**Note 1. What is being counted.** A cast Cu–Ni dendrite is cored: nickel raises the melting point, so arm cores are Ni-rich and the last liquid between them is Ni-poor. Treat the secondary arms as parallel plates with core-to-core spacing $L$, a core at $x=0$, constant molar volume and a constant interdiffusion coefficient $D$. The residual segregation index is
$$\delta(t)=\frac{c_{\max}(t)-c_{\min}(t)}{c_{\max}(0)-c_{\min}(0)} .$$
Inputs, none of them measured: about 5 at.% Ni, an illustrative $L=5.0\times10^{4}$ nm, $T=1273$ K, and approximate Arrhenius parameters typical of dilute Ni in Cu, $D_0=2\times10^{14}$ nm$^2$/s and $Q=2.4$ eV. Then $k_BT=0.1097$ eV, $Q/k_BT=21.88$ and $D=D_0e^{-Q/k_BT}=6.3\times10^{4}$ nm$^2$/s.

**Note 2. A wrong attempt (its result is false).**

- (W1) Write the profile as $c=\bar c+A\cos(\pi x/L)$.
- (W2) Fick's second law, $\partial_tc=D\,\partial_x^2c$, gives $\dot A=-(\pi^2D/L^2)A$, so $\delta=\exp(-\pi^2Dt/L^2)$.
- (W3) For $\delta=0.01$, $t=(\ln100/\pi^2)L^2/D=0.467\,L^2/D$.
- (W4) With $L^2/D=11.0$ h, $t=5.1$ h. **Wrong.**

**Note 3. The symptom.** Evaluate (W1) at the neighbouring core, $x=L$. It gives $\bar c-A$, the minimum. The profile makes every second arm Ni-poor, although all cores were assumed alike. It repeats after $2L$, so it describes a casting twice as coarse as the one specified. A dimensional check passes the attempt, and (W2) and (W3) do follow from (W1). Only this sketch-level test catches it.

**Note 4. The faulty line.** It is (W1). In the form $\cos(\pi x/l)$ the argument runs from $0$ to $\pi$ over $l$, so $l$ is the distance from maximum to minimum: from core to the midplane between arms, $l=L/2$. Both planes are mirror planes and carry no flux, so each slab of width $l$ homogenises as a closed system. Books that write $\exp(-\pi^2Dt/l^2)$ and books that write $\exp(-4\pi^2Dt/L^2)$ agree; the slip pairs the coefficient of the first with the length of the second.

**Note 5. Mended: mode by mode.** A profile of period $L$, even about the core, is a cosine series. Each term is an eigenfunction of $\partial_x^2$ with eigenvalue $-(2\pi n/L)^2$, hence
$$c(x,t)=\bar c+\sum_{n\ge1}a_n\cos\frac{2\pi nx}{L}\,\exp\!\Big(-\frac{4\pi^2n^2Dt}{L^2}\Big),\qquad \frac{4\pi^2}{L^2}=\frac{\pi^2}{l^2}. \tag{1}$$
Let $c$ fall monotonically from $x=0$ to $x=l$. It stays monotonic, because $\partial_xc$ obeys the same equation, vanishes at both ends and so keeps its sign. The extremes therefore stay at $0$ and $l$. Since $\cos n\pi=(-1)^n$, even modes cancel in $c(0,t)-c(l,t)$:
$$\delta(t)=\frac{2}{\Delta_0}\sum_{n\ \mathrm{odd}}a_n\,e^{-n^2\pi^2Dt/l^2}\;\longrightarrow\; g\,e^{-\pi^2Dt/l^2},\qquad g=\frac{2a_1}{\Delta_0}, \tag{2}$$
with $\Delta_0=c(0,0)-c(l,0)$. The leading correction is $n=3$, smaller by $(a_3/a_1)e^{-8\pi^2Dt/l^2}$; the exponential is $10^{-16}$ when $e^{-\pi^2Dt/l^2}=0.01$.

**Note 6. The prefactor that is usually dropped.** The bare exponential is exact for a sinusoid, $g=1$. Otherwise only the late decay rate is universal. Integrating $a_1=(2/l)\int_0^lc\cos(\pi x/l)\,dx$ by parts,
$$g=\frac{4}{\pi\Delta_0}\int_0^l\Big(-\frac{dc}{dx}\Big)\sin\frac{\pi x}{l}\,dx\;\le\;\frac4\pi , \tag{3}$$
because $-dc/dx\ge0$ integrates to $\Delta_0$ and the sine is at most one. From (2), $t_{1\%}=\ln(100g)\,l^2/(\pi^2D)$.

| initial profile | $g$ | $Dt_{1\%}/l^2$ |
|---|---|---|
| triangular | $8/\pi^2=0.81$ | 0.445 |
| sinusoidal | 1 | 0.467 |
| square, equal layers | $4/\pi=1.27$ | 0.491 |

The square wave saturates (3), so no monotonic shape needs more than 5 % longer than the sinusoid. A profile whose drop is crowded against the interdendritic plane, where the sine is small, has smaller $g$ and finishes earlier. Shape cannot excuse the wrong answer.

**Note 7. The mended number and the size of the error.** For the sinusoid, $l=2.5\times10^4$ nm, $l^2/D=2.76$ h and
$$t_{1\%}=0.47\,l^2/D=1.3\ \text{h},$$
the model's value. The wrong 5.1 h is longer by $(L/l)^2=4$, an excess of 300 %, whatever $D$ is. The same factor appears in other forms:

- At the correct time (W2) predicts $\delta=100^{-1/4}=0.32$ where the model has 0.01.
- At the wrong time the model's index is $100^{-4}=10^{-8}$: the anneal overshoots, wasting furnace time.
- A $D$ extracted from an observed decay with (W2) is four times too large. A factor common to all temperatures enters $D_0$ and leaves the fitted $Q$ untouched, so the Arrhenius slope gives no warning.
- The wrong time suffices at $T'=T/(1+k_BT\ln4/Q)=1197$ K, which is 76 K cooler.

**Note 8. What the model leaves out.** Spacings read at room temperature grow on heating. The compiled expansion coefficient of Cu, $16.5\times10^{-6}$ K$^{-1}$ at 293 K (Kaye and Laby Online, NPL), held constant up to 1273 K, gives 1.6 % in $l$ and 3 % in time. An uncertainty of 0.05 eV in $Q$ at fixed $D_0$ moves the time by a factor $e^{0.05/0.1097}=1.6$, so the second figure of 1.3 h serves only the comparison with 5.1 h. $D$ varies with composition; once the amplitude is small the equation linearises about $\bar c$ and the late rate is set by $D(\bar c)$. As typical knowledge, not a measurement, the model's time is short for a real casting: $D$ at 5 at.% Ni lies some tens of per cent below the dilute limit, and segregation on the primary-arm spacing, commonly a few times coarser, can outlast the secondary-arm pattern by up to about an order of magnitude.

**Note 9. The same trap in a chip stack.** For a Si/SiGe superlattice of illustrative period $L=20$ nm with equal layers, $l=10$ nm runs from the middle of one layer to the middle of the next. The constant-$D$ model, which ignores the dependence of $D$ on Ge content and strain, leaves 1 % of the contrast at $Dt=0.491\,l^2=49$ nm$^2$. The slip gives 196 nm$^2$. Here the contrast is to be kept, so the error is on the unsafe side: it overstates the tolerable thermal budget fourfold.